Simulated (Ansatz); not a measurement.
From GeH3(CH3) to C4H12Ge: predicting a member

On one C centre that keeps GeH3, n of the H ligands are replaced by CH3. The HOMO–LUMO gap y in eV at wB97M-V/def2-TZVPP. Shapes, held fixed at every level: PBE0-D4/def2-TZVP. Programs: Ansatz 0.2.0.

```
 molecule  n  y (eV)
GeH3(CH3)  0   13.54
   C2H8Ge  1   12.81
  C3H10Ge  2       ?
  C4H12Ge  3   12.02
```

Task: Fit y = c + s·n to the known rows and predict C3H10Ge.

Result: 
1. Means of the 3 rows: n = 1.33333, y = 12.790.
2. Σ(Δn)² = 4.6667, Σ(Δn·Δy) = -2.29, so the slope is -2.29/4.6667 = -0.49071.
3. Intercept: 12.790 − (-0.49071) × 1.33333 = 13.444. The largest residual of the fit is 0.14.
4. C3H10Ge: 13.444 + (-0.49071) × 2 = 12.46 eV.

The run gave 12.37 eV, so the prediction is off by +0.09 eV, within the scatter of the fit. The step per swap changes from -0.73 to -0.35 eV along the series, so a line misses the bend. Other levels give for C3H10Ge: SPW92/def2-TZVPP 6.55; r2SCAN0-D4/def2-TZVPP 9.16 eV. Orbital gaps aren't excitation energies, and the LUMO depends on the basis. Relativity is left out for Ge unless named.

Each methyl group added at the carbon next to germanium narrows the gap, but by less each time, so the series is convex and the straight line overshoots at C3H10Ge. The likely cause is a rise of the HOMO, which in alkylgermanes has mainly Ge–C σ character. Filled C–H and C–C σ orbitals of the new methyl groups mix with it and push it up, while the larger, more polarisable alkyl group spreads it out. As the orbital becomes more delocalised, a further methyl group changes it less, which would account for the shrinking step. The substitution leaves the GeH3 group intact, so the trend reflects branching of the alkyl group and not replacement of Ge–H bonds. The much wider gap with wB97M-V than with SPW92 or r2SCAN0-D4 probably stems from its full exact exchange at long range, which separates occupied from empty levels more strongly. Gaps alone can't show how much of the narrowing comes from the HOMO and how much from the LUMO.
